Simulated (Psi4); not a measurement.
# CH4S (methanethiol): the dipole moment, rung by rung

The species is CH4S (6 atoms), meant as a singlet with charge 0. SMILES: `CS`. The shape was relaxed beforehand at PBE0/def2-TZVP.

Each level gives the dipole moment (D). The values are calculated.

**The experiment to reproduce.** NIST CCCBDB gives the dipole moment of the gas as 1.52 D.

| level | kind | program | value (D) | computed − measured | CPU time |
| --- | --- | --- | --- | --- | --- |
| PBE-D4/def2-TZVPP (density fitting) | GGA | Psi4 | 1.53 | +0.01 | 53 s |
| r2SCAN-D4/def2-TZVPP (density fitting) | meta-GGA | Psi4 | 1.60 | +0.08 | 3 min |
| B3LYP-D4/def2-TZVPP (density fitting) | global hybrid | Psi4 | 1.53 | +0.01 | 48 s |
| PBE0-D4/def2-TZVPP (density fitting) | global hybrid | Psi4 | 1.57 | +0.05 | 49 s |
| wB97M-V/def2-TZVPP (density fitting) | range-separated hybrid | Psi4 | 1.51 | -0.01 | 3 min |

Nearest: PBE-D4/def2-TZVPP (density fitting) (+0.01 D), B3LYP-D4/def2-TZVPP (density fitting) (+0.01 D), wB97M-V/def2-TZVPP (density fitting) (-0.01 D); farthest: r2SCAN-D4/def2-TZVPP (density fitting) (+0.08 D). The measured dipole is a vibrational average, so differences of a few hundredths of a debye mean little. Computed less measured by kind, in D (def2-TZVPP rows): GGA +0.01; meta-GGA +0.08; global hybrid +0.01 to +0.05; range-separated hybrid -0.01. Magnitudes only. Times are those of the runs behind each value, whatever else they computed, on shared processors of several kinds: orders of magnitude only.

All five functionals place the dipole between 1.51 and 1.60 D, so even the GGA captures the polarity of methanethiol. This is expected for a closed-shell molecule near equilibrium, with no stretched bonds or charge-transfer character to challenge the density. The moment comes largely from the sulfur lone pairs and the modest polarity of the S–H and C–S bonds, since sulfur is only slightly more electronegative than hydrogen and close to carbon.

The values don't follow the ladder. PBE and B3LYP coincide, r2SCAN lies highest and the range-separated hybrid lowest, so neither the rung nor the presence of exact exchange alone sets the result. With a common geometry, the spread reflects differences in the electron density; the D4 term, added after the self-consistent calculation, leaves the dipole unchanged. The close matches don't establish basis-set convergence: without diffuse functions, the outer part of the sulfur lone pairs may be incompletely described, and some of the agreement could come from cancelling errors.
